**How the quintet–triplet gap of CoF₃ depends on exact exchange**

A single CoF₃ molecule can be calculated as a triplet, with two more electrons of one spin than of the other, or as a quintet, with four more. The spin gap is the energy of the quintet minus that of the triplet, so a negative value puts the quintet lower. Each state has its own relaxed structure, kept the same in every row, and the gap therefore compares two relaxed molecules, not one molecule before and after a sudden spin flip. The setting that varies is exact exchange, the percentage of the PBE exchange energy that is replaced by exchange computed directly from the orbitals.

Computed with Ansatz 0.2.0: unrestricted Kohn–Sham calculations on neutral, isolated CoF₃, using PBE with the listed share of exact exchange, the def2-TZVP basis and no dispersion correction. The spin gap is the energy of the quintet minus that of the triplet, each at its own PBE0-D4/def2-TZVP geometry.

```
exact exchange (%)  spin gap (kJ/mol)
                 0                  ?
                 5             -67.80
                10             -75.30
                15             -82.40
                25             -95.50
                35                  ?
                50            -127.00
```

**(a) Which state lies lower in the known rows, how does the gap respond to exact exchange, and why?**

*Solution.* The quintet lies lower in all five known rows. Its lead grows from 67.8 kJ/mol at 5 % exact exchange to 127.0 kJ/mol at 50 %, which is nearly a doubling. The two exchange descriptions evidently weigh the two states differently.

The physical picture starts from electrons of parallel spin. They avoid one another, which lowers their mutual repulsion, and this gain is the exchange energy. An ideal Co(III) ion has six d electrons, which form 10 parallel pairs in the quintet and 7 in the triplet. PBE exchange rewards these pairs too, so the count alone does not explain the trend. It is well established that exact exchange usually rewards them more, and each added percent then favours the quintet.

The ligand field and covalency matter as well. The ligand field sets the price of placing electrons in the higher d orbitals, and so helps to decide which state lies lower. Covalency can change the slope in either direction. Where d electrons spread onto fluorine, the parallel pairs sit less closely together and earn less exchange. But PBE also tends to favour spread-out electrons too much, so added exact exchange penalises the state that relies more on shared electrons. By the pair count alone, a gap between the quintet and a closed-shell singlet, which has only 6 parallel pairs, should respond more steeply if the bonding is similar.

The pair count supports the sign of the slope, but not its exact size. The runs flag spin contamination in every row, and the triplet is affected: its total-spin value ⟨S²⟩ is about 2.4 for shares up to 35 %, where a pure triplet has 2. High-spin cobalt with a fully opposed unpaired electron on fluorine would give about 3. The triplet thus fits neither that picture nor a clean Co(III) ion of intermediate spin, and its count of 7 pairs is an idealisation. Nor is it certain that the calculation found the lowest triplet; a lower one would shrink the quintet's lead or, if low enough, reverse the order. Quintet character mixed into the triplet also shifts its energy towards that of the admixed quintet. This need not be the low-lying quintet of the table, so the resulting error in the gap can have either sign.

The slope itself has a simple meaning. With the orbitals held fixed, the energy of each state is

energy = remaining terms + (1 − a) × PBE exchange + a × exact exchange,

where a is the share written as a fraction. The slope of the gap is then the difference between exact and PBE exchange, taken for the quintet minus the triplet. Between 5 and 10 % the gap changes by −1.50 kJ/mol per percent, so this difference is about −150 kJ/mol for a full replacement.

**(b) Predict the gap at 0 % and at 35 % exact exchange, with error bars.**

*Solution.* Fixed orbitals would give a straight line, but the known slopes weaken, from −1.50 kJ/mol per percent between 5 and 10 % to −1.26 between 25 and 50 %. The orbitals must therefore readjust as the share changes. For any fixed set of orbitals the energy is a straight line in the share, and the calculation seeks the lowest such line at each point. The energy of each state can then only bend downward.

The gap, however, bends upward over the known rows. Since it is the quintet energy minus the triplet energy, the triplet must bend down more strongly. This conclusion holds as long as each state stays on the same solution throughout. What the stronger response consists of is a guess: the triplet may shift charge and spin between cobalt and fluorine more readily.

The simplest model of this readjustment adds a quadratic term to the straight line. Fitted to the five known rows, with p for exact exchange in percent, it reads

gap ≈ −60.68 − 1.478 p + 0.003044 p² (kJ/mol).

At 35 %, a row outside the fit, this gives

−60.68 − 1.478 × 35 + 0.003044 × 35² = −60.68 − 51.73 + 3.73 ≈ −108.7 kJ/mol.

At 0 % only the constant remains. The forecasts are:

- **0 %:** −60.7 ± 1.5 kJ/mol, with the quintet still lower but its lead the smallest of the series.
- **35 %:** −108.7 ± 0.8 kJ/mol, between the two neighbouring rows.

The error bars are judgements based on how far other reasonable estimates differ. A parabola through the three lowest known shares gives −59.9 kJ/mol at 0 %, and straight interpolation gives −108.1 kJ/mol at 35 %. Both are slightly less negative than the forecasts, but no law fixes the direction in which a gap must bend, so the model's values stand. An average slope that includes the two hidden rows was already at hand; it was not used for the forecasts.

The value at 0 % carries the larger risk because it lies outside the fitted range. With pure PBE exchange the triplet could also settle into a different electronic solution, and a smooth curve would not foresee that.

**(c) Compare the forecasts with the computed gaps. What do the misses reveal?**

The withheld rows as computed:

```
exact exchange (%)  spin gap (kJ/mol)
                 0             -60.20
                35            -107.90
```

*Solution.* Both values fall inside their error bars, and both qualitative forecasts hold. At 0 % the computed gap is −60.2 kJ/mol, so the forecast was too negative by 0.5 kJ/mol. The triplet shows no sign of a jump to another solution there: its energy and ⟨S²⟩ continue smoothly from the neighbouring rows. At 35 % the computed gap is −107.9 kJ/mol, and the forecast was too negative by 0.8 kJ/mol, which only just counts as a hit.

The second miss shows where the model is too simple. A quadratic term spreads the bend evenly over the whole range, whereas the calculation has most of it at low and middle shares. The slope is −1.24 kJ/mol per percent between 25 and 35 % and −1.27 between 35 and 50 %, so the weakening has stopped. The fitted curve kept bending and passed below the computed point.

This also limits the conclusion about the triplet. Its stronger response shows in the lower part of the series; above about 25 % the energies of the two states bend almost equally, although the gap itself keeps growing. The triplet's orbitals have not finished rearranging by then: up to 35 %, its own energy keeps bending almost as strongly as at low shares. The bend of the gap is thus a small difference between two much larger bends, and the gap alone does not show why that difference fades.

A straight line fitted to the same five rows makes a useful comparison. It misses the value at 0 % by 2.0 kJ/mol but meets the one at 35 % almost exactly. It also does better when each known row is left out and predicted in turn, because the curvature of the quadratic model leans heavily on the row at 50 %. The quadratic term thus helps towards pure PBE exchange, but its coefficient is no property of the molecule. The printed output below gives both fits.

For anyone who carries such a gap into a reaction or process model, the order of these two computed states depends less on the chosen share than the distance between them. The quintet is lower in every row, yet ten percentage points of exact exchange change its lead by roughly 12 to 15 kJ/mol. That spread belongs in the uncertainty of the result. The trend cannot show which share is right, because no row is a reference value. Pure PBE often favours low-spin states too much, and high shares often err the other way.

Numerical output:

```
Slope from 5 to 10 % (kJ/mol per %): -1.5
Slope from 10 to 15 % (kJ/mol per %): -1.42
Slope from 15 to 25 % (kJ/mol per %): -1.31
Slope from 25 to 50 % (kJ/mol per %): -1.26
Exchange difference implied by the 5 to 10 % slope (kJ/mol): -150
Exchange difference implied by the 25 to 50 % slope (kJ/mol): -126
Change of the gap from 5 to 50 % (kJ/mol): -59.2
fit of spin_gap on 5 rows: constant -62.19 +/- 0.59, coefficient of exact_exchange -1.305 +/- 0.022; rms 0.618, worst 5 -0.918, leave-one-out rms 1.69
  rows outside the fit (model, value, miss): 0 -62.19, -60.2, -1.99; 35 -107.9, -107.9, 0.0283
fit of spin_gap on 5 rows: constant -60.68 +/- 0.39, coefficient of exact_exchange -1.478 +/- 0.039, coefficient of exact_exchange**2 0.003044 +/- 0.00067; rms 0.182, worst 15 0.238, leave-one-out rms 2.45
  rows outside the fit (model, value, miss): 0 -60.68, -60.2, -0.477; 35 -108.7, -107.9, -0.779
Forecast at 0 % (kJ/mol): -60.68
Error bar at 0 % (kJ/mol): 1.5
Forecast at 35 % (kJ/mol): -108.7
Error bar at 35 % (kJ/mol): 0.8
Parabola through 5, 10 and 15 % carried to 0 % (kJ/mol): -59.9
Straight interpolation from 25 and 50 % to 35 % (kJ/mol): -108.1
Quadratic term of the fit at 50 % (kJ/mol): 7.61
Revealed slope from 0 to 5 % (kJ/mol per %): -1.52
Revealed slope from 25 to 35 % (kJ/mol per %): -1.24
Revealed slope from 35 to 50 % (kJ/mol per %): -1.273
```
